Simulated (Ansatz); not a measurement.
# A series in volume scale on Au

All results are calculated (Ansatz 0.2.0). Plane-wave DFT, scalar-relativistic PAW made under PBE with cores redone for the functional, no dispersion; the given relaxed cell is scaled uniformly, energy at zero smearing counts from the unscaled cell, pressure at the given Fermi-Dirac smearing is positive in compression.

The cell before it is scaled or strained (space group Fm-3m, No. 225):
```
Au
1.0
      0.0000     2.0615     2.0615
      2.0615     0.0000     2.0615
      2.0615     2.0615     0.0000
Au
1
Direct
  0.00000 0.00000 0.00000
```

Settings of every row: spin polarised no; functional r2SCAN; wave cutoff 500 eV; smearing width 0.1 eV; k mesh 22x22x22.

Atom starting moment: 0 on all atoms.

Limits: no spin-orbit coupling, which can matter with elements this heavy.

| row | volume scale | V (Å³/atom) | pressure (GPa) | energy change per atom (meV) |
| --- | --- | --- | --- | --- |
| 1 | 0.88 | 15.419 | 28.89 | 165.55 |
| 2 | 0.92 | 16.12 | 16.65 | 67.25 |
| 3 | 0.96 | 16.821 | 7.31 | 15.77 |
| 4 | 1.04 | 18.223 | -5.22 | 11.56 |
| 5 | 1.08 | 18.924 | ? | ? |
| 6 | 1.12 | 19.624 | -12.34 | 91.76 |

Question: what pressure and energy change per atom should row 5 give?

Worked fit of pressure. Take u = (V_r/V)^(2/3) − 1 with V_r = 16.821 Å³ an atom, which is twice the finite (Eulerian) strain; such expansions in the strain, on which the Birch-Murnaghan equation of state is built, carry the rest volume and the bulk modulus. The shown rows have u = 0.05973, 0.02878, 0, -0.05197, -0.09765. Least squares give pressure = 7.389 + 298.5 × u + 997.1 × u² GPa; a straight line predicts inner rows, each left out in turn, worse (root mean square 2.8 against 0.27 GPa). The rows lie off it by 0.11, -0.16, -0.08, 0.21, -0.09 (root mean square 0.14 GPa). The withheld row has u = -0.07553, so the fit gives 7.389 + 298.5 × (-0.07553) + 997.1 × (-0.07553)² = -9.47 GPa.

The calculation gave -9.31 GPa. The fit lies 0.16 GPa (1.7 % of the value, 0.39 % of the column's range) below it; its largest miss of a shown row is 0.21 GPa.

Worked fit of energy change per atom. Take u = (V_r/V)^(2/3) − 1 with V_r = 16.821 Å³ an atom, which is twice the finite (Eulerian) strain; such expansions in the strain, on which the Birch-Murnaghan equation of state is built, carry the rest volume and the bulk modulus. The shown rows have u = 0.05973, 0.02878, 0, -0.05197, -0.09765. Least squares give energy change per atom = 16.938 + 1231.4 × u + 20589.4 × u² meV; a straight line predicts inner rows, each left out in turn, worse (root mean square 58 against 3.9 meV). The rows lie off it by 1.60, -2.18, -1.17, 3.01, -1.26 (root mean square 2 meV). The withheld row has u = -0.07553, so the fit gives 16.938 + 1231.4 × (-0.07553) + 20589.4 × (-0.07553)² = 41.39 meV.

The calculation gave 43.89 meV. The fit lies 2.50 meV (5.7 % of the value, 1.6 % of the column's range) below it; its largest miss of a shown row is 3.01 meV.
